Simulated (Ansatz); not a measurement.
## A series in volume scale on WC

Free energy against uniform scaling of the volume at fixed shape and fractions; periodic cell, basis, potentials, k mesh and filling as listed. The results are calculated, by Ansatz 0.2.0.

The cell before it is scaled or strained (space group Fm-3m, No. 225):
```
CELL_PARAMETERS angstrom
0.00000 2.19270 2.19270
2.19270 0.00000 2.19270
2.19270 2.19270 0.00000
ATOMIC_POSITIONS crystal
W 0.00000 0.00000 0.00000
C 0.50000 0.50000 0.50000
```

Settings of every row: functional PBEsol; dispersion none; potentials all-electron LAPW; k mesh 11x11x11; k shift 0x0x0; occupations fermi dirac; smearing width 0.05 eV; spin none.

Limits: coarse k mesh, up to 40 meV an atom off; no spin-orbit coupling, which can matter with elements this heavy; the cell comes from a prototype or a list of computed structures and needn't be the stable phase.

```csv
row,volume scale,V (Å³/atom),energy above lowest point (meV/atom)
1,0.94,9.91,15.3
2,0.97,10.226,0
3,1,10.542,?
4,1.03,10.859,38.1
5,1.06,11.175,84.7
```

Question: what energy above lowest point should row 3 give?

Worked fit of energy above lowest point. Take u = (V_r/V)^(2/3) − 1 with V_r = 10.543 Å³ an atom, which is twice the finite (Eulerian) strain; such expansions in the strain, on which the Birch-Murnaghan equation of state is built, carry the rest volume and the bulk modulus. The shown rows have u = 0.04214, 0.02056, -0.0195, -0.03807. Least squares give energy above lowest point = 8.81 − 975.3 × u + 26775 × u² meV/atom; a straight line predicts inner rows, each left out in turn, worse (root mean square 25 against 0.21 meV/atom). The rows lie off it by 0.0, -0.1, 0.1, 0.0. Its lowest point lies at u = 0.0182, or V = 10.26 Å³ an atom, and the curvature there gives the bulk modulus at fixed shape and fractions, B = (4/9)(1 + u)² E″(u)/V = 385 GPa. The withheld row has u = 6e-05, so the fit gives 8.81 − 975.3 × (6e-05) + 26775 × (6e-05)² = 8.8 meV/atom.

The calculation gave 8.8 meV/atom. The fit meets it to the printed digit.
